The PBE0 row looks wrong. PBE0 is a more elaborate method than PBE, yet its band gap of 2.51 eV for boron arsenide lies far above the measured gap, which is about 1.8 eV (a rough, recalled figure). HSE06 uses the same share of exact exchange and stays at 1.83 eV. The two methods differ only in how far that exchange reaches, and this difference is the key to choosing a level for this crystal.

Band gaps of zincblende BAs (2 atoms in the cell, conventional a = 4.784 Å) at several levels of theory, from Ansatz 0.2.0 with plane-wave PAW and no spin polarisation, at the r2SCAN-relaxed geometry. The k mesh is 10×10×10 or 6×6×6, depending on the level; gaps are the least over the mesh and selected k points. G0W0 is the PBE gap plus a shift at finite bands and cutoff.

| level of theory | band gap (eV) | least direct gap (eV) | rough cost in core time (min) |
| --- | --- | --- | --- |
| PBE | 1.188 | 3.276 | 0.049 |
| r2SCAN | 1.375 | 3.437 | 0.096 |
| HSE06 | 1.833 | 4.112 | 0.96 |
| PBE+SOC | 1.124 | 3.071 | 0.17 |
| PBE0 | 2.512 | 4.786 | 0.94 |
| LDA | 1.133 | 3.248 | 0.041 |
| DDH-PBE0 | 1.717 | 3.879 | 1.2 |
| HSE06+SOC | 1.760 | 3.896 | 4.5 |
| r2SCAN0 | 2.599 | 4.833 | 1.2 |
| r2SCANh | 1.855 | 3.986 | 1.2 |
| G0W0/PBE 220eV | 1.858 | n/a | 3.6 |

The first two rows, together with LDA further down, are semi-local: they work out exchange from the electron density and other quantities at each point. Filled and empty levels then feel much the same exchange, and the gap comes out too small, between 1.1 and 1.4 eV. These levels still get the character of the gap right. The least direct gap lies about 2 eV above the band gap from LDA up to the hybrids, so the crystal is an indirect semiconductor and absorbs light only weakly near its threshold. That answer costs a few seconds of core time.

The hybrids, HSE06 and PBE0 among them, replace part of the semi-local exchange by exact exchange. Exact exchange lowers a level through its overlap with the filled levels of the same spin. A filled level is one of these and gains much, while an empty level gains far less. Filled levels therefore sink relative to empty ones and the gap opens. Both methods replace a quarter, PBE0 at all distances and HSE06 only at short range.

The effect of the long-range part can be estimated by hand. HSE06 leaves out the exact exchange that acts through erf(ωr)/r, where r is the distance between two electrons and ω, about 0.11 per bohr, sets the range. At distances well below 1/ω this interaction is nearly constant, 2ω/√π in atomic units. Exact exchange then lowers a filled level by that amount and leaves an empty one where it is. The semi-local exchange that it replaces, taken as in a uniform electron gas, lowers both by half as much.

If a share x is exchanged, filled levels fall by xω/√π, empty ones rise by the same amount, and the gap opens by 2xω/√π. For x = 1/4 this is 2 × 0.25 × 0.11/√π ≈ 0.031 hartree, or 0.84 eV. The table gives 0.68 eV for the band gap and nearly the same for the direct gap, as expected of a shift that hardly depends on the level. The estimate is too high by a quarter. The likely reason is that exchange in the crystal extends over several bonds, where the interaction is no longer constant. The k mesh may contribute too, since full-range exchange converges more slowly with it than short-range exchange.

The band edges support this picture. From HSE06 to PBE0 the top of the filled levels falls by 0.33 eV and the bottom of the empty ones rises by 0.35 eV, provided that the two runs share their zero of energy, as they should in the same cell. No constant was adjusted to these rows; ω is the standard setting of HSE06. The printed output below sets this estimate beside the other comparisons.

Why a quarter at all distances is too much can be seen from a simpler system, an ion in oil. A second ion far away feels a weakened field, because the liquid in between polarises. The electrons of a semiconductor weaken the distant part of exchange in a similar way, by a factor close to the dielectric constant. PBE0 keeps a quarter in every material, as if that constant were always 4. The analogy ends at the length of a bond, where no medium fits in between, and it explains the weakening, not exchange itself.

The DDH-PBE0 row takes the other way out: it keeps the full range and lowers the share. In the r2SCAN family, with shares of 0, 10 and 25 %, the gap grows almost in a straight line. The same rule applied between PBE and PBE0 puts the share in DDH-PBE0 at about 10 %, whether it is read from the band gap or from the direct gap. In such dielectric-dependent hybrids the share is usually the inverse of the dielectric constant, which would then be about 10. A share of one tenth lies between the quarter of PBE0 and the zero that HSE06 keeps at long range, and somewhat nearer to the zero. A crystal that polarises less calls for a larger share, which is why HSE06 usually gives too small a gap in wide-gap insulators.

Spin–orbit coupling is a smaller step. It lowers the band gap by 0.06 eV in PBE and 0.07 eV in HSE06, because it splits the levels at the top of the filled bands and pushes the uppermost ones up. The direct gap falls by about 0.2 eV, since the lowest empty level at the same point of the band structure splits as well. The PBE shift added to the HSE06 gap reproduces the full HSE06+SOC result to about 0.01 eV, at roughly a quarter of the cost.

For the band gap, one setting matters more than this coupling. The lowest empty level lies about 80 % of the way from the centre of the Brillouin zone to its X point, and the 6×6×6 mesh of the HSE06 run steps over it. On that mesh alone the HSE06 gap would be 1.94 eV; the table's lower value was read at the minimum that PBE had found. A cheap PBE band structure should therefore come before any hybrid gap.

The last row, G0W0, computes the screening instead of prescribing it. Its gap of 1.86 eV almost coincides with those of HSE06 and r2SCANh, but this agreement should not be trusted: the row is not converged in bands, cutoff and k mesh, and there is no convergence series for this crystal to show how much is missing. In the data makers' tests on other systems, G0W0 gaps at such settings fell short of the basis limit by 6 to 9 % in the median. If the same held here, the limit would lie near 2.0 eV, with PBE0 still about half an electronvolt above it and HSE06 somewhat below. That ranking is only as good as the borrowed figure. Such a limit could itself lie above the measured gap, because this row leaves out spin–orbit coupling and the atomic vibrations, which usually lower a gap.

The choice depends on the accuracy required:

- **Direct or indirect gap:** PBE is enough.
- **Gap to 0.2 or 0.3 eV:** HSE06 usually reaches this accuracy in semiconductors with a moderate gap. Take it at the PBE minimum and add the PBE spin–orbit shift, which gives 1.77 eV. The three runs together cost about 24 times as much as PBE alone, and more on an equally fine mesh.
- **Gap to 0.1 eV:** no row can be relied on, and the gaps have not been checked against a second code for this crystal. A converged G0W0 calculation is the next step, checked from more than one starting functional and with spin–orbit coupling, the lattice constant and the atomic vibrations treated as well, since each can matter at that level.

Printed output of the fit:

```
Steps between levels:
             row  gap less PBE gap in eV  direct gap less PBE value in eV  direct less indirect gap in eV  gap with PBE spin-orbit shift where missing in eV  rough cost over PBE
             PBE                       0                                0                           2.088                                              1.124                    1
          r2SCAN                   0.187                            0.161                           2.062                                              1.311                1.959
           HSE06                   0.645                            0.836                           2.279                                              1.769                19.59
         PBE+SOC                  -0.064                           -0.205                           1.947                                              1.124                3.469
            PBE0                   1.324                             1.51                           2.274                                              2.448                19.18
             LDA                  -0.055                           -0.028                           2.115                                              1.069               0.8367
        DDH-PBE0                   0.529                            0.603                           2.162                                              1.653                24.49
       HSE06+SOC                   0.572                             0.62                           2.136                                               1.76                91.84
         r2SCAN0                   1.411                            1.557                           2.234                                              2.535                24.49
         r2SCANh                   0.667                             0.71                           2.131                                              1.791                24.49
  G0W0/PBE 220eV                    0.67                              n/a                             n/a                                              1.794                73.47
r2SCANh gap from straight line r2SCAN to r2SCAN0, line less value, eV: 0.0096
same for the direct gap, line less value, eV: 0.0094
exchange fraction of DDH-PBE0 inferred from the gap: 0.09989
exchange fraction of DDH-PBE0 inferred from the direct gap: 0.09983
PBE0 less HSE06, gap, eV: 0.679
PBE0 less HSE06, direct gap, eV: 0.674
upper estimate of the long-range shift of the gap, eV: 0.8444
valence top, PBE0 less HSE06, eV: -0.3318
conduction minimum, PBE0 less HSE06, eV: 0.3472
share of the PBE0 gap opening that HSE06 keeps, percent: 48.72
rival with that one factor, HSE06 direct gap, prediction less value, eV: -0.1004
HSE06 gap on the 6x6x6 mesh alone less table value, eV: 0.1084
PBE0 gap on the 6x6x6 mesh alone less table value, eV: 0.1031
HSE06 plus PBE spin-orbit shift less HSE06+SOC, gap, eV: 0.009
same for the direct gap, eV: 0.011
rise of the PBE valence top by spin-orbit coupling, eV: 0.06443
fall of the lowest conduction level at Gamma by spin-orbit coupling in PBE, eV: 0.1406
G0W0 gap if 6 percent short of the basis limit, eV: 1.977
G0W0 gap if 9 percent short of the basis limit, eV: 2.042
rough cost of HSE06+SOC over HSE06 and PBE and PBE+SOC together: 3.817
r2SCAN less PBE, gap, eV: 0.187
r2SCAN0 less PBE0, gap, eV: 0.087
```
